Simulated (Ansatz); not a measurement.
# Vibrational entropy at 300 K and mean atomic mass in zinc-blende compounds from BN to PbSi (LDA, harmonic phonons)

ZnSe and GaAs have almost the same mean atomic mass, yet their vibrational entropies at 300 K differ by 2.88 J/(mol K), and LaN, heavier than both, has less entropy than either. Mass alone therefore does not fix the entropy of a zinc-blende crystal. The quantity matters to a materials group because it enters the free energies that decide phase stability and defect concentrations at growth temperature. We examine harmonic LDA values per mole of atoms, counted from zero for the perfect crystal at 0 K, with the cell held at its static volume. The line runs over mean atomic mass from BN to PbSi, and chemistry and bond stiffness change along it together with the mass.

## Systems and settings

Crystals without imaginary modes on the mesh or path (zinc-blende compounds), in their primitive cells. The structures stem from measured cells of the Crystallography Open Database, cells from the Materials Project (structure alone), cells built on the prototype from tabulated radii, directly or through a relaxation at another level; cell and atoms were relaxed at zero pressure at each row's own level, inside the symmetry of the start, with no thermal or zero-point expansion. Program: Ansatz 0.2.0, plane waves, LDA, the program's default PAW potentials, scalar-relativistic without spin-orbit coupling, no spin polarisation. Wave-function cutoff 420 eV (the default for the potentials of each cell); on the k meshes (Γ-centred) the least product of divisions and cell-vector length runs from 24 to 53 Å, relaxations included. Residual pressures at rest stay under 0.01 GPa. Occupations: fixed or methfessel-paxton smearing of 0.15 eV. Harmonic modes at natural masses come from linear response (density functional perturbation theory), with the acoustic sum rule imposed. The sums run over the phonon density of states interpolated from the q mesh of each row (span 7 Å or more), with the dipole term in polar crystals. The tabled runs alone: cutoff 420 eV, k length 25 to 52 Å. Warnings of the programs on runs behind the rows: eigensolver not converged (PbSi (F-43m, 2 atoms)); phonon interpolation lacks quadrupole term (10 rows).

Notes on method and selection:

- Harmonic lattice part alone at the static cell: no electronic, magnetic or expansion terms.
- The q meshes are small, so low-frequency branches are rough; the second-moment Debye temperature weights high modes and differs from the low-temperature calorimetric one.
- Not every row need be the ground-state structure of its compound; cells built on the prototype or made by swapping elements need not have been synthesised.
- In cells without a Kohn-Sham gap the frequencies depend on k mesh and smearing; the size of that error was not measured for these rows.
- Spin-orbit coupling is left out; it matters most with heavy elements (here La, Pb), where it changes the gap and with it ε∞, Born charges and soft modes.
- Where a compound was run more than once at a level, the most complete run is tabled (field response and q mesh first, then a measured start, then the densest k mesh); long lists keep known phases first.
- Of the slices of this family, only those were tabled in which the two main quantities correlate in rank and, where a line is fitted, the line explains more than half of the variance.
- Runs that did not converge, have known faults or may not be shown are not listed, and runs on Ansatz's PAW sets soft_1 and soft_2 are kept to separate tables.

Columns:

- mean mass (u): mean atomic mass over the cell.
- zero-point energy (meV): harmonic zero-point energy per atom.
- Debye temperature (K): Debye temperature from the second moment of the phonon density of states, (ħ/k)·√(5⟨ω²⟩/3).
- volume per atom (Å³): volume per atom of the relaxed cell.
- vibrational entropy (J/(mol K)): harmonic vibrational entropy at 300 K per mole of atoms.
- heat capacity (J/(mol K)): harmonic lattice heat capacity at constant volume at 300 K per mole of atoms (classical limit 24.94).

Input lines of one member:

```
kpoints:
  mp_grid: { grid: [8, 8, 8] }
hamiltonian:
  xc: lda
scf:
  occupations: { method: fixed }
output:
  eigenvalues: true
phonons:
  method: dfpt
  dielectric: true
  rigid_motions: translations
  raman: true
  qmesh: [4, 4, 4]
  temperatures: { t_max: 1000, t_step: 50 }
```

Command (options for logging and memory left out): `ansatz run input.yaml --threads 4 --backend cpu`

## Data

| member | mean mass (u) | zero-point energy (meV) | Debye temperature (K) | volume per atom (Å³) | vibrational entropy (J/(mol K)) | heat capacity (J/(mol K)) | remark |
| --- | --- | --- | --- | --- | --- | --- | --- |
| BN | 12.41 | 160.8 | 1666 | 5.74 | 3.29 | 7.87 | known phase |
| SiC | 20.05 | 111.2 | 1189 | 10.14 | 8.45 | 13.43 | known phase (3C) |
| AlN | 20.49 | 98.0 | 1045 | 10.23 | 10.17 | 15.04 | from the Materials Project, whose computed structures hold known and hypothetical phases; not the structure at ambient conditions |
| BP | 20.89 | 102.8 | 1109 | 11.32 | 9.89 | 14.47 | known phase |
| BAs | 42.87 | 82.4 | 934 | 13.25 | ? | ? |  |
| CuS | 47.80 | 40.5 | 454 | 16.27 | 29.61 | 22.38 | from the Materials Project, whose computed structures hold known and hypothetical phases; not the structure at ambient conditions |
| GaP | 50.35 | 46.6 | 517 | 19.59 | 25.97 | 21.69 | known phase |
| ZnSe | 72.18 | 29.7 | 324 | 21.57 | 35.58 | 23.56 | known phase |
| GaAs | 72.32 | 33.7 | 369 | 21.99 | 32.70 | 23.18 | known phase |
| LaN | 76.46 | 47.2 | 554 | 20.86 | 28.09 | 21.42 | built on the prototype, may be hypothetical; not the structure at ambient conditions |
| PbSi | 117.64 | 33.3 | 399 | 28.84 | 37.81 | 22.93 | built on the prototype, may be hypothetical |

Cells marked ? are withheld until the estimate has been made.

## What drives the series

The entropy climbs from 3.29 J/(mol K) in BN to 37.81 J/(mol K) in PbSi, but not in step with mass. It falls from AlN to BP, from CuS to GaP, and from ZnSe through GaAs to LaN. The slices were selected for a rank correlation between their main quantities, so the overall rise is no independent evidence of a general law.

The mechanism is the thermal filling of vibrational levels. A mode of frequency ω holds more entropy the smaller ħω is against kT, and ω varies as √(force constant / mass). If all frequencies change by a common small factor, the entropy changes by −C·Δln ω, where C is the heat capacity. Heavier atoms at fixed force constants thus add ½·C·ln(mass ratio), a logarithmic rise.

From GaP to GaAs the mean mass grows by 72.32 / 50.35 = 1.436. With a mean heat capacity of 22.4, this gives 0.5 × 22.4 × ln 1.436 = 4.1 J/(mol K), against a tabulated rise of 32.70 − 25.97 = 6.73 J/(mol K). Softer bonds in the larger GaAs cell can supply part of the remainder.

Stiffness acts almost alone between GaAs and ZnSe. With their mean heat capacity of (23.18 + 23.56) / 2 = 23.4, the Debye temperatures of 369 and 324 K give 23.4 × ln(369 / 324) = 3.0 J/(mol K), close to the tabulated difference of 2.88 J/(mol K).

LaN shows a further limit of the arithmetic mean mass. In the classical limit the masses enter through the logarithm of their product, so the geometric mean is the relevant one. For atoms of roughly 140 and 14 u it is √(140 × 14) = 44 u, far below the tabulated mean of 76.46 u. The light nitrogen keeps the optical modes high and poorly filled at 300 K. LaN is a cell built on the prototype, so its place in the series describes that structure and not necessarily a known phase.

## Prediction

Plain estimates from the members shown:

- BAs, straight-line interpolation between BP and CuS: w = (42.87 − 20.89) / (47.80 − 20.89) = 0.817, so 9.89 + 0.817 × (29.61 − 9.89) = 26.00 J/(mol K)

The straight-line value of 26.00 J/(mol K) deserves little trust, because it leans on CuS, whose Debye temperature is 454 K against 934 K for BAs. The zero-point energy E and Debye temperature θ of BAs itself carry more information. They fix the mean and the spread of its mode energies, which we represent by two equally weighted levels, one acoustic and one optical.

The mean is 2E/3 = 2 × 82.4 / 3 = 54.93 meV. The root mean square is kθ·√(3/5) = 0.08617 × 934 × √0.6 = 62.34 meV. The spread is √(62.34² − 54.93²) = 29.48 meV, which puts the levels at 54.93 − 29.48 = 25.45 meV and 54.93 + 29.48 = 84.41 meV.

With x = ħω/kT and kT = 25.85 meV, each level contributes s = x/(eˣ − 1) − ln(1 − e⁻ˣ). The lower level has x = 25.45 / 25.85 = 0.985 and s = 0.985 / (exp(0.985) − 1) − ln(1 − exp(−0.985)) = 1.055. The upper has x = 84.41 / 25.85 = 3.265 and s = 3.265 / (exp(3.265) − 1) − ln(1 − exp(−3.265)) = 0.169. Each level holds half of the three modes per atom, so its weight is 1.5 × 8.314 = 12.47 J/(mol K). The entropy is then 12.47 × (1.055 + 0.169) = 15.26 J/(mol K).

The same recipe gives 9.5 for BP, where the table has 9.89. Over all ten members with a tabulated entropy it falls short by 0.48 on average, from 0.13 in LaN to 0.80 in PbSi, as expected when the low-frequency tail of the acoustic branches is squeezed into one level. Adding this mean shortfall gives 15.26 + 0.48 = 15.74, rounded to 15.7 J/(mol K). The standard deviation of the ten shortfalls, 0.19, sets the error.

**Committed estimate, BAs: vibrational entropy = 15.7 ± 0.2 J/(mol K).**

## The answer

| member | mean mass (u) | zero-point energy (meV) | Debye temperature (K) | volume per atom (Å³) | vibrational entropy (J/(mol K)) | heat capacity (J/(mol K)) | remark |
| --- | --- | --- | --- | --- | --- | --- | --- |
| BAs | 42.87 | 82.4 | 934 | 13.25 | 15.67 | 16.97 | known phase |

| member | estimate | vibrational entropy (J/(mol K)) | computed | estimate − computed | miss in error bars |
| --- | --- | --- | --- | --- | --- |
| BAs | committed | 15.70 | 15.67 | +0.03 | 0.1 |
| BAs | interpolation | 26.00 | 15.67 | +10.33 |  |

The estimate of 15.7 ± 0.2 J/(mol K) fell inside its error bar, 0.03 above the computed 15.67. The straight line in mass between BP and CuS gave 26.00, which is 10.33 too high.

The two-level picture of the phonon spectrum held. Before correction it fell short by 15.67 − 15.26 = 0.41 J/(mol K), in line with the mean shortfall of 0.48 in the other ten members. This success says little about mass as a predictor, because the zero-point energy and Debye temperature of BAs come from the same phonon density of states as the entropy itself. What it shows is that the mean and spread of the mode energies carry nearly all the information needed for the entropy at 300 K.

Interpolation in mass failed because BAs does not have the mode energies of its neighbours in mass. Its Debye temperature is 934 K, against 454 K in CuS and 517 K in GaP.

## Departures from the trend

We measure departures from a least-squares line in the logarithm of the mean mass, fitted to all eleven members. BAs lies 6.7 J/(mol K) below it, CuS 5.4 above, ZnSe 4.5 above and LaN 3.9 below.

For near-neighbour forces the mean force constant scales as θ²μ, with θ the Debye temperature and μ the reduced mass. With rounded atomic masses it is 11 × 75 / (11 + 75) = 9.6 u in BAs and 70 × 31 / (70 + 31) = 21.5 u in GaP, so BAs comes out about (934 / 517)² × 9.6 / 21.5 = 1.5 times as stiff as GaP. Stiff bonds and the light boron atom both lower its entropy.

In LaN the same measure gives about 0.8 times the stiffness of GaAs, so strong bonding is not the reason for its low entropy. The light nitrogen is the likelier cause. Replacing the arithmetic mean mass by the geometric one changes the entropy by roughly 0.5 × 21.42 × ln(44 / 76.46) = −5.9 J/(mol K), enough to cover the departure.

CuS and GaP have similar heavy and light masses, so the higher entropy of CuS points to softer bonds. CuS is metallic here and not in its ambient structure, and the effect of smearing on its frequencies was not measured. ZnSe combines soft bonds with nearly equal masses, and both place it above the line.

## Closing remarks

Between 12.41 and 117.64 u the entropy follows S ≈ 21.6 + 16.6 × ln(m / 41) J/(mol K), with m the mean mass in u and the reference mass in the logarithm the rounded geometric mean of m over the eleven members. Doubling the mass therefore adds about 16.6 × 0.693 = 11.5 J/(mol K). At fixed force constants, and with both atomic masses scaled alike, mass alone could add at most 0.5 × 24.94 × 0.693 = 8.6 J/(mol K), so the generally softer bonds of the heavier members contribute to the rise. When each member is left out in turn, the root-mean-square miss is 3.8 J/(mol K), against 12.9 for the mean of the others. Because the series was selected for a good correlation, other zinc-blende compounds may scatter more.

In the −TS term of a free energy at 300 K, that miss amounts to 300 × 3.8 / 1000 = 1.1 kJ per mole of atoms, or about 12 meV per atom. This may serve a first screening but is too coarse where competing phases lie closer in energy. Polymorphs of one compound share the same mean mass, so the line cannot tell them apart at all.

None of the omitted effects should rival the spread of the table. Thermal expansion usually raises the entropy, and so do electronic excitations in the metallic CuS and PbSi; neither was computed here.

[Logs are printed without paths, hosts, clocks, repeated set-up lines and the standing remarks that a program may print on its own settings, such as how far it seeks lower states.]
